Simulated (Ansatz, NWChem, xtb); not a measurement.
Group exchange: CH4O + C2H4Si → SiH3(OH) + C3H4

Gas-phase species: CH4O (methanol) `CO`, singlet; C2H4Si (ethynylsilane) `C#C[SiH3]`, singlet; SiH3(OH) (silanol), singlet; C3H4 (propyne) `C#CC`, singlet. The partners trade CH3 for SiH3: O–CH3 and C–SiH3 bonds give way to O–SiH3 and C–CH3.

Shapes, held fixed at every level: PBE0-D4/def2-TZVP. Programs: Ansatz 0.2.0, NWChem 7.3.0, xtb 6.7.1. A level may come from different programs for different species; with the same settings they agree closely. The zero-point and thermal change to 298 K, harmonic and unscaled (PBE0-D4/def2-TZVP), is -2.3 kJ/mol.

```csv
level,kind,ΔH(298 K) (kJ/mol),less CCSD(T)/CBS estimate
GFN0-xTB,semi-empirical,-36.7,+93.6
HF/def2-SVP,Hartree–Fock,-119.9,+10.4
HF/def2-TZVPP,Hartree–Fock,-134.1,-3.8
B3LYP-D4/def2-TZVPP,global hybrid,-129.5,+0.8
BHLYP-D4/def2-TZVPP,global hybrid,-133.9,-3.6
wB97M-V/def2-TZVPP,range-separated hybrid,-131.6,-1.3
B2PLYP/def2-TZVPP,double hybrid,-131.9,-1.6
CCSD(T)/CBS estimate,coupled cluster or CI,-130.3,0.0
```

The highest level, CCSD(T)/CBS estimate, gives ΔH(298 K) = -130.3 kJ/mol; the levels span -134.1 to -36.7. GFN0-xTB strays far from the other rows. The column of differences is taken from that level and isn't an error. No measured value is set beside it here. The CBS estimate extrapolates MP2 from def2-TZVPP and def2-QZVPP and adds CCSD(T) − MP2 in the triple-zeta set, cores frozen.

Exchanging the groups is strongly exothermic, at -130.3 kJ/mol at the highest level, and the thermal contribution of -2.3 kJ/mol shows that the driving force is almost wholly electronic. Silicon is more electropositive than carbon, so it gains more from binding oxygen than from binding an alkynyl carbon. The Si–O bond is strongly polar, with a large ionic contribution, and is probably helped by oxygen lone-pair donation into σ* orbitals on the silyl group. Carbon in turn gives up a C–O bond for a strong C–C bond to an sp carbon.

Because the number of bonds and the triple bond are preserved, much of the correlation energy cancels, and Hartree–Fock in the larger basis already comes close to coupled cluster. Its smaller-basis value is less exothermic, which suggests that the polar Si–O bond needs more flexible polarisation functions. GFN0-xTB gets the sign right but misses most of the driving force, perhaps because its approximate charge treatment undervalues that bond. The exothermicity doesn't imply a facile exchange, since no barrier was computed.
